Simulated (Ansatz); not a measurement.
## Abstraction of Br: GeH3Br + CCl2F → GeH3 + CBrCl2F

Species: GeH3Br `[GeH3][Br]`, singlet; CCl2F (dichlorofluoromethyl radical) `F[C](Cl)Cl`, doublet; GeH3 `[GeH3]`, doublet; CBrCl2F `FC(Cl)(Cl)Br`, singlet. A radical takes Br: the energy is the difference in strength between the Ge–Br bond broken and the C–Br bond made.

Shapes, held fixed at every level: PBE0-D4/def2-TZVP. Programs: Ansatz 0.2.0. The zero-point and thermal change to 298 K, harmonic and unscaled (PBE0-D4/def2-TZVP), is -3.8 kJ/mol.

```tsv
level	kind	ΔH(298 K) (kJ/mol)	less CCSD(T)/def2-TZVPP
MP2/def2-SVP	perturbation theory	+92.0	-9.8
SPW92/def2-TZVPP	LDA	+88.3	-13.5
r2SCAN-D4/def2-TZVPP	meta-GGA	+111.0	+9.2
BHLYP-D4/def2-TZVPP	global hybrid	+121.4	+19.6
r2SCAN0-D4/def2-TZVPP	global hybrid	+118.0	+16.2
wB97M-V/def2-TZVPP	range-separated hybrid	+96.9	-4.9
B2PLYP/def2-TZVPP	double hybrid	+109.8	+8.0
CCSD(T)/def2-TZVPP	coupled cluster or CI	+101.8	0.0
```

The highest level, CCSD(T)/def2-TZVPP, gives ΔH(298 K) = +101.8 kJ/mol; the levels span +88.3 to +121.4. The column of differences is taken from that level and isn't an error. No measured value is set beside it here. Open shells run unrestricted. Relativity is left out for Br, Ge. Outer-core shells of Br, Ge are correlated in most correlated rows, in sets that cover them unevenly.

Bromine transfer from germanium to the dichlorofluoromethyl radical is strongly endothermic at every level, +101.8 kJ/mol with CCSD(T), so the Ge–Br bond is clearly the stronger of the two. The large electronegativity difference gives Ge–Br a substantial ionic contribution. The C–Br bond is less polar, and breaking it relieves crowding among the halogens and leaves a radical stabilised by lone-pair donation from chlorine and fluorine into the half-filled orbital. The reverse reaction is therefore downhill, in keeping with the familiar use of germyl radicals as halogen abstractors.

The sign is secure, but the magnitude depends on how evenly each method treats two quite different bonds. Going from r2SCAN-D4 to r2SCAN0-D4 raises the endothermicity and moves it further from the coupled-cluster value, yet wB97M-V, also a hybrid, falls slightly below that value. Exact exchange alone thus doesn't order the functionals. The reaction enthalpy doesn't establish how fast the downhill abstraction is, since that depends on a barrier not computed here.
